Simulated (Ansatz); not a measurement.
# Ga: the change of energy change per atom and pressure with volume scale

Results calculated with Ansatz 0.2.0, not measured. Plane-wave DFT, scalar-relativistic PAW made under PBE with cores redone for the functional, no dispersion; the given relaxed cell is scaled uniformly, energy at zero smearing counts from the unscaled cell, pressure at the given Fermi-Dirac smearing is positive in compression.

The cell before it is scaled or strained (space group Pm-3m, No. 221):
```
Ga
1.0
      2.8309     0.0000     0.0000
      0.0000     2.8309     0.0000
      0.0000     0.0000     2.8309
Ga
1
Direct
  0.00000 0.00000 0.00000
```

Settings of every row: spin polarised no; functional BLYP; wave cutoff 420 eV; smearing width 0.1 eV; k mesh 13x13x13.

Atom starting moment: 0 on all atoms.

Limits: the cell comes from a prototype or a list of computed structures and needn't be the stable phase.

```
row  volume scale  V (Å³/atom)  energy change per atom (meV)  pressure (GPa)
  1          0.88       19.964                          37.7            5.02
  2          0.92       20.872                         16.13            2.93
  3          0.96       21.779                          4.28            1.39
  4          1.04       23.594                             ?               ?
  5          1.08       24.502                         10.72           -1.81
  6          1.12       25.409                         23.28           -2.44
```

Question: what energy change per atom and pressure should row 4 give?

Worked fit of energy change per atom. Take u = (V_r/V)^(2/3) − 1 with V_r = 21.779 Å³ an atom, which is twice the finite (Eulerian) strain; such expansions in the strain, on which the Birch-Murnaghan equation of state is built, carry the rest volume and the bulk modulus. The shown rows have u = 0.05973, 0.02876, 0, -0.07553, -0.09767. Least squares give energy change per atom = 4.231 + 274.49 × u + 4797 × u² meV; a straight line predicts inner rows, each left out in turn, worse (root mean square 13 against 0.16 meV). The rows lie off it by -0.04, 0.04, 0.05, -0.14, 0.10 (root mean square 0.084 meV). The withheld row has u = -0.05197, so the fit gives 4.231 + 274.49 × (-0.05197) + 4797 × (-0.05197)² = 2.92 meV.

The calculation gave 2.54 meV. The fit lies 0.38 meV (15 % of the value, 1.1 % of the column's range) above it; its largest miss of a shown row is 0.14 meV.

Worked fit of pressure. Take u = (V_r/V)^(2/3) − 1 with V_r = 21.779 Å³ an atom, which is twice the finite (Eulerian) strain; such expansions in the strain, on which the Birch-Murnaghan equation of state is built, carry the rest volume and the bulk modulus. The shown rows have u = 0.05973, 0.02876, 0, -0.07553, -0.09767. Least squares give pressure = 1.355 + 52.58 × u + 141 × u² GPa; a straight line predicts inner rows, each left out in turn, worse (root mean square 0.37 against 0.072 GPa). The rows lie off it by 0.02, -0.05, 0.03, 0.00, 0.00 (root mean square 0.028 GPa). The pressure vanishes at u = -0.0279, or V = 22.72 Å³ an atom, and there the bulk modulus at fixed shape and fractions is B = −V dP/dV = (2/3)(1 + u) dP/du = 29 GPa. The withheld row has u = -0.05197, so the fit gives 1.355 + 52.58 × (-0.05197) + 141 × (-0.05197)² = -1.00 GPa.

The calculation gave -0.96 GPa. The fit lies 0.04 GPa (4.2 % of the value, 0.54 % of the column's range) below it; its largest miss of a shown row is 0.05 GPa.
